Ionising CH3NH: basis, state and the HOMO

The decision

Before an ionisation energy of the radical CH3NH is computed, three things have to be settled: which basis to use, which cation state is meant, and whether the HOMO energy can stand in for the answer. The sizes rank these choices. For the vertical and adiabatic values the basis is worth about 0.2 eV. The functional, compared on the same cation state, is also worth up to about 0.2 eV.

The other effects are larger. Relaxation of the intact cation is about 0.8 eV, and a change of cation state moves the adiabatic value by about 1 eV. The negative HOMO energy falls short of the vertical value by roughly 3 to 4 eV. The state therefore has to be checked before any basis or functional is judged.

Removal of one electron from the neutral doublet radical CH3NH, computed with PySCF 2.14.0 by DFT at the levels listed, with integration grid level 2. The structures of the neutral and the cation are optimised at PBE0-D3(BJ)/ma-def2-SVP for all rows.

```
                   level  product spin multiplicity  vertical ionisation energy (eV)  adiabatic without zero point (eV)  vertical at product structure (eV)  parent homo energy (eV)
     PBE0-D3(BJ)/cc-pVDZ                          3                           10.240                              9.480                               8.400                   -7.310
     PBE0-D3(BJ)/cc-pVTZ                          3                           10.370                              9.620                               8.600                   -7.590
PBE0-D3(BJ)/ma-def2-TZVP                          3                           10.420                              9.660                               8.680                   -7.710
 PBE0-D3(BJ)/aug-cc-pVDZ                          3                           10.420                              9.660                               8.660                   -7.700
 PBE0-D3(BJ)/aug-cc-pVTZ                          3                           10.430                              9.670                               8.690                   -7.730
BP86-D3(BJ)/ma-def2-TZVP                          1                           10.460                              8.430                               5.420                   -6.230
```

What the columns mean

Let E0 and E+ be the total energies of neutral and cation, R0 and R+ their optimised structures. For a given cation state the structures are the same PBE0 ones for every basis and for both functionals; R+ differs between the triplet and the singlet. The three ionisation columns are differences of total energies:

I(vertical) = E+(R0) − E0(R0)
I(adiabatic) = E+(R+) − E0(R0)
I(product structure) = E+(R+) − E0(R+)

Subtracting neighbours isolates one species at a time. The cation's relaxation is λ+ and the neutral's is λ0:

λ+ = I(vertical) − I(adiabatic) = E+(R0) − E+(R+)
λ0 = I(adiabatic) − I(product structure) = E0(R+) − E0(R0)

For a rigid molecule both vanish and the three columns coincide. In the opposite limit the cation breaks bonds, and λ+ and λ0 are no longer relaxations but contain reaction energies. The five PBE0 rows lie nearer the first limit, and the BP86 row is the second. No model is fitted to any row; the differences used below are printed after the text.

Why the PBE0 values rise with the basis

Enlarging a basis generally lowers both E0 and E+, so the sign of the change in I tells which species gains more. From cc-pVDZ to aug-cc-pVTZ the vertical and adiabatic values each rise by 0.19 eV. The sign shows that the neutral gains more than the cation. The standard reason is that the neutral holds one more electron in the same nuclear field and has the more extended density, which a compact basis cuts short.

The steps show that the outer reach of the basis is what counts. Diffuse functions on cc-pVDZ raise the vertical value by 0.18 eV, which is 95 % of the whole rise. Going from double to triple zeta gives 0.13 eV without diffuse functions and only 0.01 eV with them. The two improvements largely repair the same defect, so their effects overlap and do not add.

Theory gives the rule behind this. Far from the nuclei the density falls off as

ρ(r) ~ exp(−2κr), κ = √(2I) in atomic units

where I is the binding energy of the outermost electron. A tightly bound electron has a short tail, of which a compact basis misses little. As I tends to zero the tail grows without limit and diffuse functions decide the result. The shift on adding them should therefore grow as the removed electron becomes more weakly bound.

The same PBE0 runs at triple zeta follow that order. For vertical removal, which costs more than 10 eV, diffuse functions add 0.057 eV. At the triplet product structure, where the electron is bound by 8.69 eV, they add 0.095 eV.

The order continues to weaker binding. At the singlet product structure, with a binding near 5.3 eV, the shift is 0.165 eV. For the extra electron of the singlet anion it is 0.529 eV, nine times the vertical shift, enough to turn the anion from unbound to barely bound. The order supports the tail argument without proving it, since structure and orbital change along the list as well.

In practice the three bases with diffuse functions agree within 0.01 eV for the vertical and adiabatic values and within 0.03 eV in the other two columns. Those spreads are of the size of the rounding or little more, so the three are not ranked. Their agreement measures convergence within PBE0, not closeness to a measured value.

Where the geometry enters

The PBE0 rows form the triplet cation, which stays intact. About 1.8 of its two unpaired spins sit on nitrogen, and S² is within about 0.01 of the pure triplet value at both correlation-consistent triple-zeta levels. The parent has a singly filled p orbital on nitrogen and a lone pair in the C–N–H plane. Taking the opposite-spin electron from the lone pair leaves two parallel spins on the same atom.

The lone pair is the orbital that bending stabilises, and the parent is bent at 108°. With one electron removed from it, the Walsh argument has the angle open. That is the argued origin of λ+ = 0.76 eV and of λ0 near 1 eV; the table tests the energies, not the angle.

The split into λ+ and λ0 locates the extra basis sensitivity of the product-structure column, which rises by 0.29 eV. Over the five PBE0 rows λ+ varies by 0.01 eV, so the cation gains equally at both structures. λ0 falls from 1.08 to 0.98 eV, so the neutral gains more at R+ than at R0. This agrees with the tail rule, because the neutral holds its electron less tightly at the cation's structure.

The irregular row is another process

Against PBE0 in the same basis, BP86 appears to lower the adiabatic value by 1.23 eV and the product-structure value by 3.26 eV. The row has multiplicity 1, and its product is a loose complex of HCNH+ and H2. The functional did not cause the break-up, since the structure comes from PBE0, which finds the same fragments for this singlet. Removing the unpaired electron leaves an empty p orbital on nitrogen that draws on the C–H bonds, which is the usual account of why such a singlet does not stay intact. It does not say why H2 was lost here instead of a hydrogen moving to nitrogen.

PBE0 results for both states in aug-cc-pVTZ allow the drop to be split into a change of state, a change of functional on the same singlet, and a small basis mismatch:

adiabatic: −1.23 = −1.05 − 0.19 + 0.01 eV
product structure: −3.26 = −3.35 + 0.07 + 0.01 eV, to rounding
vertical: +0.04 = +0.19 − 0.16 + 0.01 eV

The change of state accounts for 85 % of the adiabatic drop and slightly more than all of the other. The close agreement of the vertical values is a cancellation between state and functional. The functional term mixes two bases, and BP86 is evaluated away from its own minima, so it is good to a few hundredths of an eV at best.

The two states swap order on relaxation. In PBE0 the singlet lies 0.19 eV above the triplet at the parent structure and 1.05 eV below it afterwards. The PBE0 adiabatic column is therefore the energy to the intact triplet and not the lowest threshold. The fragments are not the lowest either, since the isomer CH2NH2+ is known to lie well below them.

The vertical gap between the states is as small as the effect of the functional. Exact exchange favours parallel spins, so BP86 may well place the singlet lower at the parent structure. The PBE0 rows list the state that is lower there, although it is the higher one after relaxation. If the BP86 row follows the same rule, the guess is right and explains why this row changes state; without a BP86 value for the triplet it stays untested. Each state also rests on one SCF solution, and an open-shell singlet solution could lie below the closed-shell one. Zero-point energy, left out of the adiabatic column, lowers the triplet value by 0.08 eV and the fragment value by 0.25 eV.

Why the HOMO is no substitute

Remove a fraction q of an electron at fixed structure. The initial slope of the energy is set by the orbital energy ε, and k is the curvature:

E(q) = E0 − εq + kq²/2
I(vertical) = −ε + k/2

For the exact functional E(q) is a straight line, k = 0, and −ε equals the ionisation energy. Semilocal functionals curve upward because of self-interaction error, and PBE0 with its quarter of exact exchange keeps part of that curvature, so −ε falls short. All six rows show this, by 2.70 to 2.93 eV in PBE0 and 4.23 eV in BP86. The mirror sign also holds: in aug-cc-pVTZ the negative LUMO energy exceeds the vertical attachment energy by 2.09 eV.

One estimate needs no parameter. Let a be the share of exact exchange, zero in BP86 and one quarter in PBE0, and suppose k falls linearly to zero at a = 1. Both shortfalls are taken in ma-def2-TZVP, for the singlet cation in BP86 and the triplet in PBE0:

BP86 shortfall = 10.46 − 6.23 = 4.23 eV
estimate for PBE0 = (1 − 0.25) × 4.23 = 3.17 eV
found for PBE0 = 10.42 − 7.71 = 2.71 eV

The estimate has the right direction and is 0.46 eV above the value found; for the singlet in aug-cc-pVTZ it is 0.28 eV above. The sign of the miss is the one theory gives, because at a = 1 the curve is not straight but bends downward, as Hartree-Fock orbital energies usually overshoot. The estimate also treats two different semilocal functionals as one. It assumes, too, that the HOMO is the spin orbital emptied. The triplet and the singlet arise by emptying different spin orbitals, so in PBE0 this can hold for only one of them, and these numbers do not show which.

The HOMO is also the column most sensitive to the basis. It falls by 0.42 eV over the PBE0 series, 2.2 times the rise of the vertical value. Total energies are stationary, so an error in the density enters them in second order and partly cancels between neutral and cation. An orbital energy feels the same error in first order through the potential, which argues for the larger shift.

Printed output of the fit:

```
All energies in eV; table rounded to 0.01, so a difference carries about 0.01
level, multiplicity: cation relax, neutral relax, sum, vertical+HOMO
PBE0/cc-pVDZ       3: 0.76 1.08 1.84 2.93
PBE0/cc-pVTZ       3: 0.75 1.02 1.77 2.78
PBE0/ma-def2-TZVP  3: 0.76 0.98 1.74 2.71
PBE0/aug-cc-pVDZ   3: 0.76 1.00 1.76 2.72
PBE0/aug-cc-pVTZ   3: 0.76 0.98 1.74 2.70
BP86/ma-def2-TZVP  1: 2.03 3.01 5.04 4.23
PBE0 basis steps: vertical, adiabatic, product structure, HOMO
cc-pVDZ -> cc-pVTZ: +0.13 +0.14 +0.20 -0.28
aug-cc-pVDZ -> aug-cc-pVTZ: +0.01 +0.01 +0.03 -0.03
cc-pVDZ -> aug-cc-pVDZ: +0.18 +0.18 +0.26 -0.39
cc-pVTZ -> aug-cc-pVTZ: +0.06 +0.05 +0.09 -0.14
cc-pVDZ -> aug-cc-pVTZ: +0.19 +0.19 +0.29 -0.42
HOMO shift / vertical shift over the whole range: 2.2
diffuse functions on cc-pVDZ give 95 % of the vertical rise
spread of the three diffuse bases: +0.01 +0.01 +0.03 +0.03
PBE0 spread of cation relax 0.01, of neutral relax 0.10
Diffuse functions at triple zeta (vertical, adiabatic, product structure):
  triplet cation +0.057 +0.057 +0.095; singlet cation +0.050 +0.051 +0.165
  vertical attachment +0.529, 9 times the triplet vertical shift
BP86 row (vertical, adiabatic, product structure):
  BP86 singlet - PBE0 triplet, same basis: +0.04 -1.23 -3.26
  PBE0 singlet - triplet, aug-cc-pVTZ:     +0.19 -1.05 -3.35
  PBE0 singlet - triplet, cc-pVTZ:         +0.20 -1.04 -3.42
  BP86 singlet - PBE0/aug-cc-pVTZ singlet: -0.16 -0.19 +0.07
  left over, basis mismatch and rounding:  +0.01 +0.01 +0.01
  state change / drop: adiabatic 85 %, product structure 103 %
PBE0/aug-cc-pVTZ singlet: cation relax 2.00, neutral relax 3.28, sum 5.27
singlet / triplet reorganisation sum: 3.0
zero-point shift of adiabatic: triplet -0.08, singlet -0.25
HOMO, BP86 - PBE0 in ma-def2-TZVP: +1.48
shortfall / vertical: PBE0 26 %, BP86 40 %
estimate (1 - 0.25) x BP86 shortfall: 3.17
  found: triplet 2.71 (ratio 0.64, miss +0.46)
  found: singlet, aug-cc-pVTZ 2.89 (ratio 0.68, miss +0.28)
PBE0/cc-pVTZ: -LUMO exceeds vertical attachment by 2.38
PBE0/aug-cc-pVTZ: -LUMO exceeds vertical attachment by 2.09
parent: C-N 1.42 A, C-N-H 108 deg (about 1 deg from rounding)
```
